Renormalisation of the bound self-energy by potential expansion: marginal notes, with Na¹⁰⁺ 1s

Note 1. Premises and conventions. Units ħ = c = 1, e² = 4πα, metric (+,−,−,−), p̸ = γ^μ p_μ, β = γ⁰, α^μ = γ⁰γ^μ = (1, α), Feynman gauge. The nucleus is a static source: H = H₀ + V, H₀ = α·p + βm, V = −Zα/r, and H|a⟩ = E_a|a⟩. The mass m is the physical one, so the Lagrangian carries a counterterm δm. The Furry-picture Feynman rules give the one-loop shift

(1) ΔE = −ie² ∫dω/(2π) ∫d³k/(2π)³ ⟨a|α_μ e^{ik·r} G(E_a−ω) e^{−ik·r} α^μ|a⟩/(ω²−k²+i0) − δm⟨a|β|a⟩,

with G(E) = 1/[E − H(1−i0)]. The photon integral is continued to D = 4−2ε dimensions with e² → e²μ^{2ε}. Books switch silently between the resolvent G and the propagator S. Since E−H = γ⁰(p̸ − γ⁰V − m), one has S = 1/(p̸ − γ⁰V − m) = Gγ⁰, and ψ̄γ_μ S γ^μ ψ = ψ†α_μ G α^μ ψ.

Note 2. The expansion is an identity, not a series. With G₀ = 1/(E−H₀), multiply (E−H₀) = (E−H) + V by G₀ on one side and G on the other: G = G₀ + G₀VG = G₀ + GVG₀. Insert the second form into the first:

(2) G = G₀ + G₀VG₀ + G₀VGVG₀.

Nothing is dropped and Zα need not be small. Then ΔE = ΔE₀ + ΔE₁ + ΔE₂₊, the zero-, one- and many-potential terms, with the counterterm assigned to ΔE₀.

Note 3. The first two terms are free-electron objects. Because e^{ik·r} f(p) e^{−ik·r} = f(p−k), and with S₀(p) = 1/(p̸−m), four-momenta p = (E_a, p), p′ = (E_a, p′), and V(q) = −4πZα/q²,

(3) ΔE₀ = ∫d³p/(2π)³ ψ̄(p)[Σ(p) − δm]ψ(p),
(4) ΔE₁ = ∫d³p′d³p/(2π)⁶ ψ̄(p′)Γ⁰(p′,p)V(p′−p)ψ(p),
(5) Σ(p) = −ie²μ^{2ε}∫d^Dk/(2π)^D γ_ν S₀(p−k) γ^ν/k²,
(6) Γ^μ(p′,p) = −ie²μ^{2ε}∫d^Dk/(2π)^D γ_ν S₀(p′−k)γ^μ S₀(p−k)γ^ν/k².

These momenta are off shell. The measure of it is ρ = (m²−p²)/m² = (m²−E_a²+|p|²)/m², positive for every bound state with |E_a| < m.

Note 4. The self-energy, in full. Join the denominators as x[(p−k)²−m²] + (1−x)k² = l² − M², with l = k−xp and M² = m²x[x+(1−x)ρ]. The term odd in l drops. Use γ_νγ^ν = 4−2ε, γ_ν p̸ γ^ν = −(2−2ε)p̸ and ∫d^Dl/(2π)^D (l²−M²)^{−2} = i(16π²)^{−1}Γ(ε)(4π/M²)^ε. With Δ = 1/ε − γ_E + ln(4πμ²/m²),

Σ = (α/4π){(4m−p̸)Δ − 2m + p̸ − ∫₀¹dx [4m − 2(1−x)p̸] ln(x[x+(1−x)ρ])} + O(ε).

The terms −2m + p̸ are the ε parts of the Dirac algebra times the pole. On shell (ρ = 0, p̸ → m) the integral is m∫(2+2x)·2 ln x dx = −5m. The counterterm must keep the free mass unshifted, so δm = (α/4π)m(3Δ+4). Writing 4m−p̸ = 3m − (p̸−m),

(7) Σ = δm + B(p̸−m) + Σ_R, B = −(α/4π)Δ, Σ_R = (α/4π)[m A(ρ) + p̸ b(ρ)],
A = −6 − 4∫₀¹ln(x[x+(1−x)ρ])dx = 2 + 4ρ lnρ/(1−ρ),
b = 1 + 2∫₀¹(1−x) ln(x[x+(1−x)ρ])dx = −[(2−ρ)/(1−ρ)][1 + ρ lnρ/(1−ρ)].

Both are regular at ρ = 1, and A + b = 0 at ρ = 0, as the choice of δm demands. The constant δm in Σ multiplies ψ̄ψ, the same density as the counterterm in (1), so it cancels point by point in (3). This first cancellation owes nothing to the Ward identity.

Note 5. Why B is not the on-shell derivative. For small ρ, A + b = 2ρ lnρ − ρ + O(ρ² lnρ) and b = −2 + O(ρ lnρ). The slope of Σ therefore contains lnρ and has no limit on the mass shell. Defining B as that slope would bring in an infrared divergence and a photon mass which the bound problem does not have, since ρ > 0. Any constant may be moved from Σ_R into B, provided the opposite constant goes into L below. The choice (7) moves only Δ.

Note 6. The vertex pole. Two electron propagators and one photon propagator give ∫d⁴k/k⁴, a logarithmic divergence. A derivative with respect to p or p′ adds a power of 1/k and makes the integral converge, so the pole is independent of the momenta and by covariance proportional to γ^μ. Only the l² part of the numerator carries it. Averaging gives l̸γ^μ l̸ → l²(2−D)γ^μ/D, the contraction γ_νγ^μγ^ν gives another (2−D), and ∫d^Dl/(2π)^D l²/(l²−M²)³ = i(16π²)^{−1}(D/4)Γ(ε)(4π/M²)^ε. The Feynman-parameter measure 2∫dx dy over the triangle equals 1. The coefficient is (α/4π)(1−ε)²Γ(ε), with pole +(α/4π)/ε. Hence

(8) Γ^μ = Lγ^μ + Γ_R^μ, L = +(α/4π)Δ,

and Γ_R, defined by this subtraction, is finite at ε → 0.

Note 7. Which Ward identity is meant. From S₀(p′)(p̸′−p̸)S₀(p) = S₀(p) − S₀(p′), applied under the integral, (p′−p)_μΓ^μ = Σ(p) − Σ(p′). In (4) the energy transfer is zero, so this form constrains only the spatial components and says nothing direct about Γ⁰. The differential form does: ∂S₀/∂p_μ = −S₀γ^μS₀ gives

(9) Γ^μ(p,p) = −∂Σ/∂p_μ.

Differentiation under the integral is legitimate because the regulator respects shifts of k. With (7) and (8), the pole parts of (9) give L = −B, in accord with the direct results of Notes 4 and 6, and the finite parts give Γ_R^μ(p,p) = −∂Σ_R/∂p_μ. The sign B + L = 0 belongs to the convention in which the corrected inverse propagator is p̸−m−Σ and the corrected vertex γ^μ+Γ^μ.

Note 8. The cancellation. Multiply (E_a−H₀)ψ = Vψ by γ⁰ and pass to momentum space:

(10) (p̸−m)ψ(p) = γ⁰∫d³p′/(2π)³ V(p−p′)ψ(p′).

By (10), the B term of (3) is B∫ψ̄(p̸−m)ψ = B∫∫ψ̄γ⁰Vψ = B∫∫ψ†Vψ = B⟨a|V|a⟩, because ψ̄γ⁰ = ψ†. The L term of (4) is L∫∫ψ̄γ⁰Vψ = L⟨a|V|a⟩. Their sum is (B+L)⟨V⟩ = 0. Two conditions are hidden here. The same V must generate ψ and stand in (2), otherwise (10) fails and a pole survives. And the sum vanishes at finite ε: the external momenta, ψ and V stay three-dimensional in both terms, so no product of an O(ε) change of ⟨V⟩ with 1/ε is left over. The scale μ disappears together with Δ.

Note 9. The many-potential term needs no regulator. Ultraviolet: rotate ω to the imaginary axis and let K² = |ω|² + k². The emitted photon puts the electron at momentum near −k and imaginary energy, where each of the three resolvents in G₀VGVG₀ is of size 1/K. The phases e^{±ik·r} commute with V, so the integrand behaves as ⟨V²⟩d⁴K/K⁵ and the part above K falls as α⟨V²⟩/K. For a point nucleus the 1s density goes as r^{2s−2}, s = √(1−(Zα)²), and ⟨V²⟩ exists for s > 1/2. For smaller s the radial integral is cut at r ≈ 1/K and the tail scales as K^{−2s}, slower but still convergent. This is a scaling estimate, not a rigorous bound. Infrared: the states degenerate with a put a pole 1/(−ω+i0) into G. At small k the photon weight is k dk, which absorbs 1/k. For 1s all other poles of G lie at ω = E_a−E_n+i0 < 0 or ω = E_a+|E_n|−i0 > 0, on the same sides as the photon poles, so the rotation meets only the pole at the origin and collects half its residue.

Note 10. Result.

(11) ΔE = ∫d³p/(2π)³ ψ̄Σ_Rψ + ∫d³p′d³p/(2π)⁶ ψ̄(p′)Γ_R⁰(p′,p)V(p′−p)ψ(p) + ΔE₂₊,

each term finite in four dimensions. Only the sum is independent of the gauge and of the constant moved into B and L.

Note 11. Finite does not mean small. Each term of (11) is of order α(Zα)²m, and this order must cancel. For 1s it can be done in closed form. Measure energies in m(Zα)², lengths in 1/(mZα), and shifts in U = (α/π)(Zα)²m. Let y = |p|/(mZα) and t = (1+y²)/2. Since E_a = ms, ρ = 2(Zα)²t exactly. At leading order ψ = e^{−r}/√π, the momentum density is (32/π)y²dy/(1+y²)⁴, and Vψ = −tψ in momentum space, so ⟨t⟩ = −⟨V⟩ = 1.

Zero-potential term. Write Σ_R = (α/4π)[m(A+b) + b(p̸−m)]. From m²ρ = −(p̸−m)(p̸+m), mρ → −2(p̸−m) at this order, and Note 5 gives Σ_R → −(α/π)(p̸−m)lnρ. By (10), ΔE₀ = U⟨t lnρ⟩. Differentiating ∫y²(1+y²)^{−n}dy = Γ(3/2)Γ(n−3/2)/(2Γ(n)) with respect to n at n = 3 gives ⟨t ln 2t⟩ = 2 ln2 − 1/2, so

(12) ΔE₀ = U[ln(Zα)² + 2 ln2 − 1/2].

Low-energy photons. Closing the ω contour of (1) on the photon pole ω = k gives, for positive-energy intermediate states, −(α/π)∫k dk ⟨α_μ G(E_a−k)α^μ⟩. For k of order m(Zα)² the exponentials are 1, and the spatial components are smaller by (Zα)², so α_μ…α^μ → 1. Put κ² = 1+2k, δ = 2k, u = 1+κ. The function φ = G₀ψ solves (κ²−∇²)φ/2 = −ψ:

φ = −(2/√π)[e^{−r}/δ − 2(e^{−r} − e^{−κr})/(δ²r)].

The radial integrals are ⟨G⟩ = −1/k, 1 + k⟨G₀⟩ = (2u+4)/u³, and

⟨G₀VG₀⟩ = −16[1/(4δ²) − 2(κ−1)/(uδ³) + (4/δ⁴) ln(u²/4κ)].

With dk = κdκ and an upper limit Λ for κ, integrate the logarithm by parts (boundary term 1/16) and use partial fractions:

J = ∫k⟨G₀VG₀⟩dk = −8{1/16 + ∫₁^Λ[5/(4u) − 1/κ + 5/(4u²) − 1/(2u³)]dκ} → −2 lnΛ + 10 ln2 − 5,
∫(1+k⟨G₀⟩)dk → 2 lnΛ − 2 ln2 + 1/2.

Many-potential term. By (2) it is −U∫k[⟨G⟩−⟨G₀⟩−⟨G₀VG₀⟩]dk, the sum of the last two lines. The cutoff drops out, as Note 9 promised:

(13) ΔE₂₊ = U[8 ln2 − 9/2].

One-potential term. The low-energy vertex is −(α/π)∫₀^K k dk/[(k+t)(k+t′)] = (α/π)[(t ln t − t′ ln t′)/(t−t′) − ln K]. Photons above K add a constant, up to terms in |p|²/m² and |q|²/m². The Ward identity fixes it. From Note 5, with ∂ρ/∂p₀ → −2/m and γ⁰ → 1, −∂Σ_R/∂p₀ = (α/π)(lnρ+1). At t = t′ the low-energy form is (α/π)(ln t + 1 − ln K), so the two agree if K = 1/[2(Zα)²], which is m/2 in energy and means Λ² = 2K = (Zα)^{−2}. Then ΔE₁ = −UJ:

(14) ΔE₁ = U[−ln(Zα)² + 5 − 10 ln2].

The sum of (12), (13) and (14) is zero. The reason is charge conservation: in this limit the photon couples to the unit operator, ⟨G⟩ = −1/k knows nothing of the binding, and what it gives is mass renormalisation. The shift starts at α(Zα)⁴m times a logarithm.

Note 12. Range of validity. Equation (11) holds at one loop to all orders in Zα, for a static local V that is the time component of a four-vector potential, with a point nucleus for Zα < 1 and uniquely defined boundary conditions for Zα < √3/2. An extended nucleus changes V(q) and ψ but no step. A nonlocal exchange potential does not enter through Γ⁰V(p′−p), so step (4) fails for it. Excited states add residues from lower levels in Note 9, whose imaginary part is the radiative width. Recoil, of relative order m/M, vacuum polarisation and two-loop terms lie outside (1). Equations (12) to (14) are narrower: Feynman gauge, the subtraction (7), and neglect of relative order (Zα)² ln(Zα)^{−2}.

Note 13. Na¹⁰⁺ 1s, modelled with Z = 11 and a point nucleus of infinite mass. Inputs: α ≈ 1/137.036 and m ≈ 510 999 eV. Then Zα = 0.08027, (Zα)² = 6.443×10⁻³, s = 0.9968, ln(Zα)² = −5.045, U = 7.648 eV, and the natural unit of the shift is (α/π)(Zα)⁴m = 0.0493 eV.

Divergent parts. With radial functions proportional to √(1±s) r^{s−1}e^{−r}, ⟨1/r⟩ = 1/s, so ⟨V⟩ = −m(Zα)²/s = −3303 eV. Thus B⟨V⟩ = +1.918 Δ eV and L⟨V⟩ = −1.918 Δ eV. Doubling μ moves each by 2.66 eV, which is 54 natural units, and leaves the sum at zero.

Finite parts at leading order. The brackets of (12), (14), (13) are −4.158, +3.113, +1.045, giving

ΔE₀ ≈ −32 eV, ΔE₁ ≈ +24 eV, ΔE₂₊ ≈ +8 eV, sum zero.

Size of what was neglected. The first term of (11) is a single quadrature with the Dirac functions. With θ = arctan y,

g̃ = √(1+s) Γ(s+1) sin((s+1)θ)/[y(1+y²)^{(s+1)/2}],
f̃ = √(1−s){Γ(s) sin(sθ)/[y²(1+y²)^{s/2}] − Γ(s+1) cos((s+1)θ)/[y(1+y²)^{(s+1)/2}]},
ΔE₀ = (α/4π)m (2/π)[2^{2s}/Γ(2s+1)] ∫y²dy {A(g̃²−f̃²) + b[s(g̃²+f̃²) − 2Zα y g̃f̃]},

where the sign of f̃ is such that f̃/g̃ ≈ |p|/2m for |p| ≪ m. The quadrature lies 0.5 eV below (12), a change of 1.7 per cent or 11 natural units. The neglected terms are thus small against each piece but not against the physical shift, which is built entirely from them. The vanishing sum at leading order therefore misses the whole effect and is not a value for the ion: the full 1s self-energy near this Z is typically about +0.2 eV, positive and a few natural units. In this model the Feynman-gauge form of (11) loses more than two decimal digits to cancellation, so each of its three terms must be evaluated to that many more figures than the shift one wants.